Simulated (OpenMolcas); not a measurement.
## BNH4 (BH2(NH2)): methods side by side

The species is BNH4 (6 atoms), meant as a singlet with charge 0. SMILES: `[H]B([H])N`. Geometry: relaxed at GFN2-xTB.

```
atom    x (Å)    y (Å)    z (Å)
   B   0.3419   0.5951   0.0037
   H   1.3301   0.6743   0.6274
   H  -0.0786   1.4968  -0.6141
   N  -0.3454  -0.5987  -0.0039
   H  -1.1993  -0.7506  -0.5151
   H  -0.0488  -1.4170   0.5020
```

Quantity: the energy change with the N4–H5 bond stretched from 1.007 to 1.762 Å, in eV. The values are calculated.

| level | kind | program | value (eV) | less FCI/STO-3G | CPU time (all runs) |
| --- | --- | --- | --- | --- | --- |
| SVWN5/STO-3G (restricted) | LDA | OpenMolcas | 4.02 | +0.25 | 8.2 s |
| PBE/STO-3G (restricted) | GGA | OpenMolcas | 3.85 | +0.08 | 9.4 s |
| r2SCAN/STO-3G (restricted) | meta-GGA | OpenMolcas | 4.19 | +0.42 | 12 s |
| M06-2X/STO-3G (restricted) | hybrid meta-GGA | OpenMolcas | 4.60 | +0.83 | 10 s |
| B2PLYP/STO-3G (restricted) | double hybrid | OpenMolcas | 4.36 | +0.59 | 8.2 s |
| MP2/STO-3G (restricted) | perturbation theory | OpenMolcas | 4.47 | +0.70 | 3.3 s |
| CASPT2(2,2)/STO-3G | multireference | OpenMolcas | 3.76 | -0.01 | 4.7 s |
| CCSD(T)/STO-3G (restricted) | coupled cluster or CI | OpenMolcas | 3.79 | +0.02 | 4.3 s |
| CISD/STO-3G (restricted) | coupled cluster or CI | OpenMolcas | 4.13 | +0.36 | 3.5 s |
| FCI/STO-3G | exact in the basis | OpenMolcas | 3.77 | 0.00 | 86 s |

FCI/STO-3G is exact within its basis and frozen core, so for wave-function methods in that basis the difference is their error; functionals converge differently with the basis, so for them it is only a difference. The first shape isn't each level's own minimum. The values span 3.76 to 4.60 eV. All rows use very small basis sets, so even the best lies far from the true value. Times are those of the runs behind each value, whatever else they computed, on shared processors of several kinds: orders of magnitude only.

Stretching the N–H bond brings its σ and σ* orbitals closer in energy, so the singlet takes on growing two-configuration character. A restricted single determinant keeps too much ionic character in the stretched bond and places it too high in energy. MP2 recovers too little of the missing correlation and overshoots FCI by 0.70 eV. CISD halves that error roughly, but lacks the higher excitations that correlate the breaking pair together with the other electrons. CASPT2(2,2) and CCSD(T) both land within 0.02 eV of FCI, the former with only two active electrons, which suggests that the strong correlation is largely confined to the breaking bond, with the B–N π bond mostly a spectator.

Among the functionals, the two with exact exchange, M06-2X and B2PLYP, give the highest energies, probably because semilocal exchange mimics part of the left–right correlation that a restricted determinant misses. The success of CCSD(T) at this stretch doesn't carry over to full dissociation, where perturbative triples on a restricted reference typically break down.
